Count how many fluorines sit on the outer and how many on the inner carbons of a butadiene chain. If each fluorine acted alone, that count would fix the energy of every difluorobutadiene. It does not, because fluorines notice each other. Moving one fluorine from a CF$_2$ end to the other carbon of the same double bond costs 7 to 9 kcal/mol, and moving one from a CF$_3$ group to a distant carbon costs about 18. Changing the functional moves a gap between two fluorine positions by little more than 1, but one between a ring and a chain by up to about 3. Most preferences for a fluorine position therefore look safe, while a close contest between a ring and a chain does not.

Electronic energies of gas-phase isomers, computed with Ansatz 0.2.0 using PBE-D4, revPBE-D4 and PBE0-D4 in the def2-TZVPP basis at PBE0-D4/def2-TZVP geometries, with open shells unrestricted. Each energy is relative to the isomer named beside it, the lowest at PBE0-D4 among those computed with the same formula and spin.

```csv
isomer (SMILES),against,formula,spin multiplicity,bonds gained (+) and lost (-),PBE-D4 (kcal/mol),revPBE-D4 (kcal/mol),PBE0-D4 (kcal/mol)
C=C(F)C(=C)F,C=CC=C(F)F,C4H4F2,1,none,2.1,2.0,2.1
FC=CC=CF,C=CC=C(F)F,C4H4F2,1,none,2.6,n/a,3.2
FC1(F)C=CC1,C=CC=C(F)F,C4H4F2,1,+2 C-C -1 C=C,6.4,6.4,3.5
C=CC(F)=CF,C=CC=C(F)F,C4H4F2,1,none,6.7,n/a,7.1
F[C]=CF,[CH]=C(F)F,C2HF2,2,none,5.9,5.7,7.1
FC1=CC(F)(F)C1,FC=CC=C(F)F,C4H3F3,1,+2 C-C -1 C=C,3.8,3.8,0.6
CC#CC(F)(F)F,FC=CC=C(F)F,C4H3F3,1,+1 C#C +1 C-C -2 C=C,7.0,7.4,5.0
C=C(F)C(F)=CF,FC=CC=C(F)F,C4H3F3,1,none,8.3,8.0,8.3
FC=CC(F)=CF,FC=CC=C(F)F,C4H3F3,1,none,8.2,8.1,8.6
FCC#CC(F)F,FC=CC=C(F)F,C4H3F3,1,+1 C#C +1 C-C -2 C=C,24.7,24.6,23.5
FC1=CCN1,C=CC(=N)F,C3H4FN,1,+2 C-N -1 C=N,24.8,25.5,23.3
NC1(F)C=C1,C=CC(=N)F,C3H4FN,1,+1 C-C +1 C-N -1 C=N -1 H-C +1 H-N,37.6,38.5,36.0
```

Each value is the energy of an isomer above the one named beside it; the values quoted below are those of PBE0-D4 unless another functional is named. The first stretch, C$_4$H$_4$F$_2$, is measured against 1,1-difluorobutadiene, which carries both fluorines on one end carbon. The 2,3-isomer (two inner fluorines) lies 2.1 kcal/mol above it and the 1,4-isomer (two outer ones) 3.2. The 1,2-isomer has one fluorine of each kind. If fluorines acted alone, it would lie midway, at $(2.1+3.2)/2\approx2.7$ kcal/mol.

The calculation puts it at 7.1 instead. The estimate has no adjustable constant and did not use this row, so its failure is informative. If the fluorines of the 2,3- and 1,4-isomers hardly affect each other, about 4.5 kcal/mol is the price of having fluorines at both ends of one double bond. PBE-D4 gives nearly the same excess. One geometric form of each diene was computed, and another form would change the figure somewhat. The printed output after the text collects this estimate and the other differences.

The same count applied to the reference isomer shows the opposite effect. It has two outer fluorines, as the 1,4-isomer has, yet it lies 3.2 kcal/mol lower because they share a carbon. Standard bonding theory has an explanation for both findings, which these energies alone do not test. A fluorine lone pair pushes the π electrons towards the far carbon of the double bond. Two fluorines on one carbon push the same way, whereas two at opposite ends push against each other. A shared carbon also becomes strongly positive and holds both negative fluorines more tightly.

The ring in this stretch, 3,3-difluorocyclobutene, is the closed form of the reference diene. Closing the chain turns a π bond into a stronger σ bond, but it costs ring strain and the conjugation between the two double bonds. Closing also puts both fluorines on a saturated carbon, where a shared pair is expected to gain more, as the alkynes below suggest. Gains and costs nearly balance, which leaves the ring 3.5 kcal/mol up. Its rank among the dienes is delicate: with PBE-D4 it lies only 0.3 below the 1,2-isomer, with PBE0-D4 only 0.3 above the 1,4-isomer.

The radical F[C]=CF repeats the fluorine move on a two-carbon frame, measured against [CH]=C(F)F. It lies 7.1 kcal/mol up, as the 1,2-diene does, although one carbon now carries an unpaired electron. PBE-D4 makes the gap 5.9, so the functional changes its size but leaves the order clear. The preference for a shared carbon therefore does not need a butadiene chain.

In the C$_4$H$_3$F$_3$ stretch the reference is 1,1,4-trifluorobutadiene. Both dienes that have fluorines at the two ends of one double bond lie more than 8 kcal/mol above it, as the first stretch would lead a reader to guess. They are so close to each other, and exchange places so easily between functionals, that they are best taken as equal.

The two alkynes show the limiting case of fluorines gathered on a saturated carbon. They have the same kinds and numbers of bonds, yet CC#CC(F)(F)F lies 18.5 kcal/mol below FCC#CC(F)F. A CF$_3$ group contains three pairs of fluorines on one carbon; splitting it into CHF$_2$ and CH$_2$F leaves one. Shared evenly over the two lost pairs, the cost is about 9 kcal/mol each, well above the 3.2 found for the pair on a double bond. On a saturated carbon, a lone pair of one fluorine can lean into the empty antibonding orbital of a neighbouring C–F bond, which is the usual explanation of this strong effect.

The contest that the calculation does not settle is that of 1,3,3-trifluorocyclobutene with its reference diene. The ring lies 3.8 kcal/mol up with PBE-D4 and only 0.6 with PBE0-D4. A further shift in the same direction, one fifth as large, would put the ring below the diene. Dispersion is not what closes the gap, since it shrinks just as much when the D4 term is taken out. Unlike the first ring, this one is not the closed form of its reference: opening it would give 1,1,3-trifluorobutadiene, which was not computed and could lie as low as the reference.

The direction of this shift is common to all six isomers whose bonds differ from those of their reference: going from PBE-D4 to PBE0-D4 lowers them by 1.2 to 3.2 kcal/mol. The closed-shell dienes stay put or rise by at most 0.6. Theory offers a reason. Semilocal functionals such as PBE tend to favour electrons spread over a conjugated system, and the exact exchange in PBE0 reduces this error. Between two dienes the error largely cancels; between a diene and a ring or an alkyne it does not.

The table is consistent with that reason but does not prove it, because the trade of π for σ bonds may also play a part. The close agreement of PBE-D4 with revPBE-D4 is no proof of accuracy either, as both are semilocal and can share the same error. All three functionals were applied at PBE0-D4 geometries, so a small part of the differences may come from the structures.

Other effects would act on the close ring contest as well. The ring is rigid, so a better conformer could be found only for the diene, and that would widen the gap. Little is expected from this, because the diene was computed flat, with its double bonds on opposite sides of the central bond, which is usually the best form. Warming also favours the diene, whose chain can twist and so gains more entropy. Zero-point motion is not included and could matter at this scale. Related unsaturated fluorocarbons serve as etch gases for dielectrics in chip making; there, such an order says which isomer is favoured at equilibrium, not which fragments a plasma produces.

In the last stretch, C$_3$H$_4$FN, both rings lie far above the open imine, the four-membered one by 23.3 kcal/mol and the cyclopropene by 36.0. Strain and lost conjugation alone do not explain the first figure, since 3,3-difluorocyclobutene bears similar costs and lies only 3.5 above its diene. Much of the difference probably comes from the bonds that are traded. Closing the difluorobutadiene replaces a C=C bond by two C–C bonds, a clear gain by typical bond energies. Closing the imine replaces a strong C=N bond by two rather weak C–N bonds, which gains little or nothing to set against the strain. The nitrogen ring also lacks the CF$_2$ group that is expected to help difluorocyclobutene, and these energies do not separate the two effects. The cyclopropene comes last even though it holds nitrogen and fluorine on one saturated carbon, normally a favourable arrangement; a double bond inside a three-membered ring forces its bond angles far from their natural values. Here the change from PBE-D4 to PBE0-D4 is about 1.5 kcal/mol, the same kind of shift that nearly closes the trifluorocyclobutene gap, but against gaps of this size it leaves the order untouched.

Numerical output:

```
Change of the gap from PBE-D4 to PBE0-D4 in kcal/mol:
             row  change
    C=C(F)C(=C)F       0
        FC=CC=CF     0.6
     FC1(F)C=CC1    -2.9
      C=CC(F)=CF     0.4
         F[C]=CF     1.2
  FC1=CC(F)(F)C1    -3.2
    CC#CC(F)(F)F      -2
   C=C(F)C(F)=CF       0
     FC=CC(F)=CF     0.4
      FCC#CC(F)F    -1.2
        FC1=CCN1    -1.5
      NC1(F)C=C1    -1.6
Largest fall among isomers with changed bonds (kcal/mol): -3.2
Smallest fall among isomers with changed bonds (kcal/mol): -1.2
Largest rise among the closed-shell dienes (kcal/mol): 0.6
Largest difference between revPBE-D4 and PBE-D4 (kcal/mol): 0.9
Midpoint estimate for 1,2-difluorobutadiene at PBE0-D4 (kcal/mol): 2.65
Excess of 1,2-difluorobutadiene over the midpoint at PBE0-D4 (kcal/mol): 4.45
Excess of 1,2-difluorobutadiene over the midpoint at PBE-D4 (kcal/mol): 4.35
Difluorocyclobutene above 1,4-difluorobutadiene at PBE-D4 (kcal/mol): 3.8
Difluorocyclobutene above 1,4-difluorobutadiene at PBE0-D4 (kcal/mol): 0.3
Difluorocyclobutene below 1,2-difluorobutadiene at PBE-D4 (kcal/mol): 0.3
Difluorocyclobutene below 1,2-difluorobutadiene at PBE0-D4 (kcal/mol): 3.6
Gap between the two alkynes at PBE-D4 (kcal/mol): 17.7
Gap between the two alkynes at PBE0-D4 (kcal/mol): 18.5
CF3 alkyne below 1,2,3-trifluorobutadiene at revPBE-D4 (kcal/mol): 0.6
CF3 alkyne below 1,2,3-trifluorobutadiene at PBE0-D4 (kcal/mol): 3.3
Trifluorocyclobutene gap at PBE0-D4 as a fraction of its fall from PBE-D4: 0.1875
Trifluorocyclobutene gap if the same fall came once more (kcal/mol): -2.6
Difluorocyclobutene gap if the same fall came once more (kcal/mol): 0.6
Trifluorocyclobutene gap without D4 at PBE (kcal/mol): 4.132
Trifluorocyclobutene gap without D4 at PBE0 (kcal/mol): 0.8525
```
